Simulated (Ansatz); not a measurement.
A series in volume scale on MgAl₃

Results calculated with Ansatz 0.2.0, not measured. Free energy against uniform scaling of the volume at fixed shape and fractions; periodic cell, basis, potentials, k mesh and filling as listed.

The cell before it is scaled or strained (space group I4/mmm, No. 139):
```
MgAl3
1.0
     -2.0455     2.0455     4.1204
      2.0455    -2.0455     4.1204
      2.0455     2.0455    -4.1204
Mg Al
1 3
Direct
  0.00000 0.00000 0.00000
  0.50000 0.50000 0.00000
  0.25000 0.75000 0.50000
  0.75000 0.25000 0.50000
```

Settings of every row: functional r2SCAN; dispersion none; potentials PAW; wave cutoff 557.83 eV; density cutoff 2231.3 eV; k mesh 8x8x8; k shift 0x0x0; occupations methfessel paxton; smearing width 0.1 eV; spin none.

Limits: coarse k mesh, up to 40 meV an atom off; the cell comes from a prototype or a list of computed structures and needn't be the stable phase.

| row | volume scale | V (Å³/atom) | energy above lowest point (meV/atom) |
| --- | --- | --- | --- |
| 1 | 0.92 | 15.861 | 33.5 |
| 2 | 0.9467 | 16.321 | 15 |
| 3 | 0.9733 | 16.78 | ? |
| 4 | 1 | 17.24 | 0 |
| 5 | 1.0267 | 17.7 | 1.7 |
| 6 | 1.0533 | 18.159 | 8.4 |
| 7 | 1.08 | 18.619 | 19.4 |

Question: what energy above lowest point should row 3 give?

Worked fit of energy above lowest point. Take u = (V_r/V)^(2/3) − 1 with V_r = 17.47 Å³ an atom, which is twice the finite (Eulerian) strain; such expansions in the strain, on which the Birch-Murnaghan equation of state is built, carry the rest volume and the bulk modulus. The shown rows have u = 0.06653, 0.0464, 0.00887, -0.00868, -0.02546, -0.04158. Least squares give energy above lowest point = 0.17 − 93.1 × u + 8920 × u² meV/atom; a straight line predicts inner rows, each left out in turn, worse (root mean square 10 against 0.09 meV/atom). The rows lie off it by 0.0, -0.1, 0.0, 0.0, 0.1, -0.1. Its lowest point lies at u = 0.0052, or V = 17.33 Å³ an atom, and the curvature there gives the bulk modulus at fixed shape and fractions, B = (4/9)(1 + u)² E″(u)/V = 74.1 GPa. Letting shape and atoms relax would as a rule lower it, by much in layered, chain or molecular crystals. The withheld row has u = 0.02723, so the fit gives 0.17 − 93.1 × (0.02723) + 8920 × (0.02723)² = 4.2 meV/atom.

The calculation gave 4.2 meV/atom. The fit meets it to the printed digit.
